# Weak-interaction renormalisation of an arbitrary barrier: one channel behind a small resistor

## System and conventions

A single spin-polarised channel crosses a barrier with bare transmission probability $\tau_0$, taken as independent of energy. It sits in series with a resistor $R \ll R_K = h/e^2$, and the node between them has capacitance $C$ to ground. We write $z = R/R_K$. The quantity wanted is the linear conductance of the channel alone, $G = \tau e^2/h$, with the series resistance subtracted. $T$ is temperature, $\beta = 1/k_BT$, $t$ and $r$ are scattering amplitudes, and energies $E$ are counted from the Fermi level.

The example is a gate-defined GaAs/AlGaAs point contact, spin-split by a magnetic field, with a thin-film metal resistor on the chip. The inputs are illustrative: $R = 2.0$ kΩ, $C = 2.0$ fF (a typical size for a micrometre-scale node), $T = 20$ mK and $\tau_0 = 0.2$.

## Estimate by hand

An electron that crosses the barrier shifts the charge on the node by $e$ and shakes the electromagnetic modes of the resistor. The zero-point voltage noise of a resistor is $\langle V^2\rangle = \int_0^\infty (d\omega/\pi)\,\hbar\omega R$. The phase $\phi = (e/\hbar)\int V dt$ has amplitude $eV/\hbar\omega$, so
$$\langle\phi^2\rangle = \frac{e^2R}{\pi\hbar}\int\frac{d\omega}{\omega} = 2z\int\frac{d\omega}{\omega}.$$
This is the probability that the transfer would need a photon. Modes with $\hbar\omega > k_BT$ cost more energy than the electron has, so that weight is lost from the current. Modes above $1/RC$ are shorted by the capacitor. A fully open channel carries a noiseless stream and shakes nothing, so we weight the loss with the reflection probability:
$$\frac{\delta G}{G} \approx -2z\,(1-\tau_0)\ln\frac{\hbar/RC}{k_BT}.$$

With rounded numbers, $R_K \approx 26$ kΩ gives $z \approx 0.08$. $RC = 4$ ps gives $\hbar/(RCk_B) \approx 2$ K, which is 100 times $T$, and $\ln 100 \approx 4.6$. Then $0.16 \times 4.6 \approx 0.74$, and $0.74 \times 0.8 \approx 0.59$. The estimate is a drop of 59 per cent, to $\tau \approx 0.082$.

## Careful calculation

### Step 1: scattering from the Friedel oscillation

The flow equation is easiest to see for spinless electrons in a wire, with a pair interaction of range $d$ and Fourier transform $V(q)$ (Matveev, Yue and Glazman, 1993). Left of the barrier the filled states $e^{ikx} + re^{-ikx}$ interfere. Summing them with weight $dk/2\pi$ up to $k_F$ gives, far from the barrier,
$$\delta n(x) = \int^{k_F}\frac{dk}{\pi}\,\mathrm{Re}\left(re^{2ik|x|}\right) = \frac{|r|}{2\pi|x|}\sin(2k_F|x| + \arg r).$$
The right side has the same form with $r'$.

An electron near $k_F$ can be backscattered by this pattern in two ways. In the Hartree term it transfers momentum $2k_F$, with weight $V(2k_F)$. In the exchange term it trades places with an electron already moving the other way, so the transfer is nearly zero and the weight is $-V(0)$. For backscattering the two act as a potential $U(x) = -[V(0) - V(2k_F)]\,\delta n(x)$.

The Born amplitude for turning an outgoing wave back towards the barrier is $-(i/\hbar v_F)\int U e^{2ik|x|}d|x|$. Only the $e^{-2ik_F|x|}$ part of $\delta n$ adds up in phase. It leaves $\int d|x|/|x|$ from $d$ to about $\hbar v_F/|E|$, where the electron dephases from the pattern. With $\ell = \ln(D/|E|)$ and $D = \hbar v_F/d$, the amplitudes are
$$A_{\rm out\to in} = -\tfrac{1}{2}\alpha\ell\, r^*,\qquad A_{\rm in\to out} = +\tfrac{1}{2}\alpha\ell\, r,\qquad \alpha = \frac{V(0) - V(2k_F)}{2\pi\hbar v_F}.$$
A contact interaction gives $\alpha = 0$, as the Pauli principle requires for spinless fermions.

Let $S$ be the scattering matrix and $S_d = \mathrm{diag}(r, r')$. An electron is either turned back before it reaches the barrier, or scattered, returned and scattered again:
$$\delta S = \tfrac{1}{2}\alpha\ell\left(S_d - SS_d^\dagger S\right).$$
The off-diagonal element is $\delta t = -\alpha\ell|r|^2t$, with equal halves from the two sides. Unitarity gives $t^2r'^* = -|t|^2r$, so the diagonal element is $\delta r = +\alpha\ell|t|^2r$ and $|t|^2 + |r|^2$ is conserved.

### Step 2: summing the logarithms

When $\alpha\ell$ is not small, lower the cutoff in slices. Each slice $d\ell$ scatters from an oscillation whose amplitude is set by the reflection already renormalised by the slices above. This sums all terms $(\alpha\ell)^n$:
$$\frac{d\tau}{d\ell} = -2\alpha\,\tau(1-\tau).$$
The odds $\tau/(1-\tau)$ then fall as $e^{-2\alpha\ell}$, so that
$$\tau(E) = \frac{\tau_0\,(|E|/D)^{2\alpha}}{1-\tau_0+\tau_0\,(|E|/D)^{2\alpha}}.$$
Kane and Fisher (1992) found $\tau \propto |E|^{2(1/K-1)}$ for a strong barrier and $1-\tau \propto |E|^{-2(1-K)}$ for a weak one, where $K$ is the Luttinger parameter. With $K = 1-\alpha$ both exponents have magnitude $2\alpha$ to first order in $\alpha$. The formula joins the two limits to that order only.

### Step 3: the resistor gives $\alpha = z$

In the point contact the one-dimensional stretch is short, so its own Friedel logarithm has little range and is absorbed into $\tau_0$. The resistor supplies the long-range interaction instead. We need its first-order effect for any $\tau_0$.

**Dependence on $\tau_0$.** In the basis of the two incoming states, the current operator has diagonal elements $\pm\tau_0$ and off-diagonal elements of squared modulus $\tau_0(1-\tau_0)$. Only the off-diagonal ones carry the phase $\phi$ between the leads. The mean current is strictly linear in the voltage, so resistor noise is not rectified. What remains at first order in $z$ is feedback: a current fluctuation produces a voltage on the node, which alters the current correlations. The current correlator is an equilibrium kernel times $\tau_0^2 + \tau_0(1-\tau_0)\cos[\phi(t_1)-\phi(t_2)]$, so the feedback is proportional to $\tau_0(1-\tau_0)$. The relative correction is therefore $(1-\tau_0)$ times that of a tunnel junction, constant under the logarithm included.

**Tunnel junction.** Let $P(E)$ be the probability density that the electron gives energy $E$ to the circuit. The Fermi functions give $\int d\epsilon\, f(\epsilon)[1-f(\epsilon-E)] = E/(e^{\beta E}-1)$, and the golden rule with detailed balance yields
$$\frac{G}{G_0} = \int dE\,P(E)\,\frac{\beta E}{e^{\beta E}-1}.$$
The circuit has $\mathrm{Re}Z(\omega) = R/(1+\omega^2R^2C^2)$. Set $x = \beta\hbar\omega$, $x_c = \beta\hbar/RC$ and $n = 1/(e^x-1)$. At first order each mode has weight $2z\,(dx/x)/(1+x^2/x_c^2)$. It contributes emission with factor $n+1$, absorption with factor $n$, and a loss $2n+1$ from the elastic line. Inserted in the formula above these give $2xn(n+1) - (2n+1) = -\frac{d}{dx}[x\coth(x/2)]$. Hence $\delta G/G = -2z(1-\tau_0)L$ with
$$L = \int_0^\infty\frac{dx}{x}\,\frac{\frac{d}{dx}[x\coth(x/2)]}{1+x^2/x_c^2}.$$
Expand $x\coth(x/2) = 2+\sum_{m\ge1}4x^2/(x^2+4\pi^2m^2)$ and put $u = x_c/2\pi$. Term $m$ integrates to $1/m - 1/(m+u) + u/(m+u)^2$, and the sum is
$$L = \psi(1+u)+u\psi'(1+u)+\gamma \;\to\; \ln x_c + (1+\gamma-\ln2\pi)\quad(u\gg1),$$
with $\psi$ the digamma function and $\gamma$ Euler's constant. The constant is $-0.261$.

Comparison with the first-order form $\delta\tau = -2\alpha\ell\,\tau_0(1-\tau_0)$ gives $\alpha = z$. The flow stops at $\ell = L$, which corresponds to $|E| = k_BT$ and $D = 0.771\,\hbar/RC$. This agrees with the mapping of Safi and Saleur (2004), $K = 1/(1+z)$, whose content is that the clean circuit has conductance $1/(R_K+R) = Ke^2/h$.

### Step 4: numbers

- $R_K = 25.813$ kΩ, $z = 0.07748$, $2z = 0.1550$.
- $\hbar/RC = 0.165$ meV, or $1.910$ K, so $x_c = 95.48$, $\ln x_c = 4.559$ and $u = 15.20$.
- $L = 4.299$, $y \equiv 2zL = 0.666$, $e^{-y} = 0.514$.
- The odds fall from $0.25$ to $0.128$, so $\tau = 0.114$, a drop of 43 per cent.
- With $e^2/h = 38.74$ μS the model's conductance falls from 7.7 μS to 4.4 μS.

### Step 5: size of what was left out

**Exponentiating the constant.** The tunnel limit can be done to all orders in $z$. $P(E)$ is the Fourier transform of $e^{J(t)}$, with $J(t) = \langle[\phi(t)-\phi(0)]\phi(0)\rangle$. On the contour $t-i\hbar\beta/2$, with $s = \pi t/\hbar\beta$, the conductance formula becomes $G/G_0 = \frac12\int ds\,e^{J}/\cosh^2s$. For $x_c\gg1$ one has $J = -2z[\ln(x_c\cosh s/\pi)+\gamma]$, so
$$\frac{G}{G_0} = \frac{\sqrt\pi\,\Gamma(1+z)}{2\,\Gamma(3/2+z)}\left(\frac{\pi e^{-\gamma}}{x_c}\right)^{2z} = 0.515.$$
This is 0.2 per cent above $e^{-y}$, so the step is safe.

**Terms of order $z^2L$.** With $K = 0.928$ the two Kane–Fisher exponents have magnitudes $2z = 0.155$ and $2z/(1+z) = 0.144$, while the flow uses $2z$ throughout. The physical origin is that the channel shunts the resistor, so the node sees $R$ in parallel with $R_K/\tau$ and $z \to z/(1+z\tau)$. This replacement gives both exponents correctly. The flow then integrates to
$$\ln\tau-(1+z)\ln(1-\tau) = \ln\tau_0-(1+z)\ln(1-\tau_0)-y,$$
which gives $\tau = 0.115$. We use this to size the neglected order, not as a full second-order result. The third digit of $\tau$ is uncertain, and the model's answer is $\tau \approx 0.11$.

**Voltage division.** A two-terminal conductance that includes $R$ is lower by the factor $1/(1+z\tau)$, or 0.9 per cent here.

**The cutoff.** Doubling $C$ lowers $y$ by about $2z\ln2 = 0.107$ and raises $\tau$ to $0.125$. A real point contact also has a transmission that varies with energy. If it varies noticeably over $\hbar/RC$, the effective $D$ shifts by a factor of order one, with an effect of similar size. For a device this uncertainty exceeds both corrections of order $z^2$.

## Why the two answers differ

The estimate gave a relative drop of 0.59 and the calculation 0.43. Replacing one shortcut at a time, with extra digits kept for the bookkeeping, splits the gap of 0.161.

| Stage | $2zL$ | Relative drop | Change |
|---|---|---|---|
| Hand values, first order | 0.74 | 0.592 | |
| Unrounded $z$ and $\ln x_c$ | 0.706 | 0.565 | 0.027 |
| Constant under the logarithm | 0.666 | 0.533 | 0.032 |
| Logarithms summed | 0.666 | 0.431 | 0.102 |

**Rounding.** Both $z$ and the logarithm were rounded upward, so the two rounding errors add.

**The constant.** The estimate switched the modes on sharply at $\hbar\omega = k_BT$. The true weight $\frac{d}{dx}[x\coth(x/2)]$ starts as $x/3$ and reaches unity only at $x$ of a few, because thermal electrons can still pay for such photons, and thermal photons can be absorbed. The Lorentzian roll-off at $1/RC$ adds no constant of its own. The net effect is the factor 0.771 inside the logarithm, which removes 6 per cent of $\ln x_c$.

**The summation.** This is 63 per cent of the gap. Expanding the solution in $y$ gives
$$\frac{\tau}{\tau_0} = 1-y(1-\tau_0)+\frac{y^2}{2}(1-\tau_0)(1-2\tau_0)+O(y^3).$$
For $\tau_0 = 0.2$ the second-order term is $+0.106$, close to the full change of 0.102. The smallness of $z$ does not control this term. The expansion parameter is $y = 2zL$, which is about two thirds. The factor $1-2\tau_0$ holds two competing effects. Each decade of frequency removes a fraction of the transmission that is left, not of the original one, which weakens the drop as in any compound decay. Meanwhile the reflection grows, which strengthens the Friedel oscillation, or the partition noise, and deepens the drop. For a poorly transmitting barrier $1-\tau$ is already near its ceiling, so the first effect wins and the linear estimate overshoots.

The balance changes with the barrier, at the same $R$, $C$ and $T$:

| $\tau_0$ | Hand | First order, exact $L$ | Flow | Flow with shunting |
|---|---|---|---|---|
| 0.2 | 0.082 | 0.093 | 0.114 | 0.115 |
| 0.5 | 0.315 | 0.333 | 0.339 | 0.344 |
| 0.8 | 0.682 | 0.693 | 0.673 | 0.681 |

At $\tau_0 = 0.5$ the $y^2$ term vanishes, and first order with the exact $L$ is as good as the neglected $z^2L$ term allows. At $\tau_0 = 0.8$ the summation lowers $\tau$ while rounding and the constant raise it. The hand value then lands near the last two columns by cancellation, not because it is more accurate in method. There the shunting correction is also largest, since the channel conducts best, and the model supports only $\tau \approx 0.67$ to $0.68$.

The working rule is to apply the suppression to the odds and not to the transmission. Multiply $\tau_0/(1-\tau_0)$ by $e^{-2zL}$ and convert back. Even with the hand value 0.74 this gives $\tau = 0.107$ for $\tau_0 = 0.2$, within 6 per cent of the careful result, at no more effort than the linear estimate.